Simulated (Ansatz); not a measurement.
Rh: pressure against volume scale

Results calculated with Ansatz 0.2.0, not measured. Periodic Kohn-Sham DFT of a crystal at fixed atoms, scaled to volume_scale times the given cell; pressure positive in compression, energy less spherical unpolarised free atoms, largest_vzz the field gradient of largest size among the nuclei.

The cell before it is scaled or strained (space group Fm-3m, No. 225):
```
Rh
1.0
      0.0000     1.9015     1.9015
      1.9015     0.0000     1.9015
      1.9015     1.9015     0.0000
Rh
1
Direct
  0.00000 0.00000 0.00000
```

Settings of every row: method frozen-core PAW; functional PBE; relativity scalar; k mesh 16x16x16; filling fermi-dirac; smearing width 0.03 eV; wave cutoff 420 eV; paw set soft_2.

Atom start moment: 0 on all atoms.

```
row  volume scale  V (Å³/atom)  pressure (GPa)
  1        0.9405       12.932          26.296
  2          0.98       13.476               ?
  3             1       13.752           5.792
  4          1.02       14.026           0.389
  5          1.06       14.578          -8.633
```

Question: what pressure should row 2 give?

Worked fit of pressure. Take u = (V_r/V)^(2/3) − 1 with V_r = 13.889 Å³ an atom, which is twice the finite (Eulerian) strain; such expansions in the strain, on which the Birch-Murnaghan equation of state is built, carry the rest volume and the bulk modulus. The shown rows have u = 0.04875, 0.00663, -0.00652, -0.03176. Least squares give pressure = 3.0084 + 410.402 × u + 1380.44 × u² GPa; a straight line predicts inner rows, each left out in turn, worse (root mean square 1.4 against 0.0044 GPa). The rows lie off it by 0.000, 0.002, -0.002, 0.001. The pressure vanishes at u = -0.0075, or V = 14.05 Å³ an atom, and there the bulk modulus at fixed shape and fractions is B = −V dP/dV = (2/3)(1 + u) dP/du = 258 GPa. The withheld row has u = 0.02033, so the fit gives 3.0084 + 410.402 × (0.02033) + 1380.44 × (0.02033)² = 11.922 GPa.

The calculation gave 11.886 GPa. The fit lies 0.036 GPa (0.1 % of the column's range) above it; its largest miss of a shown row is 0.002 GPa.
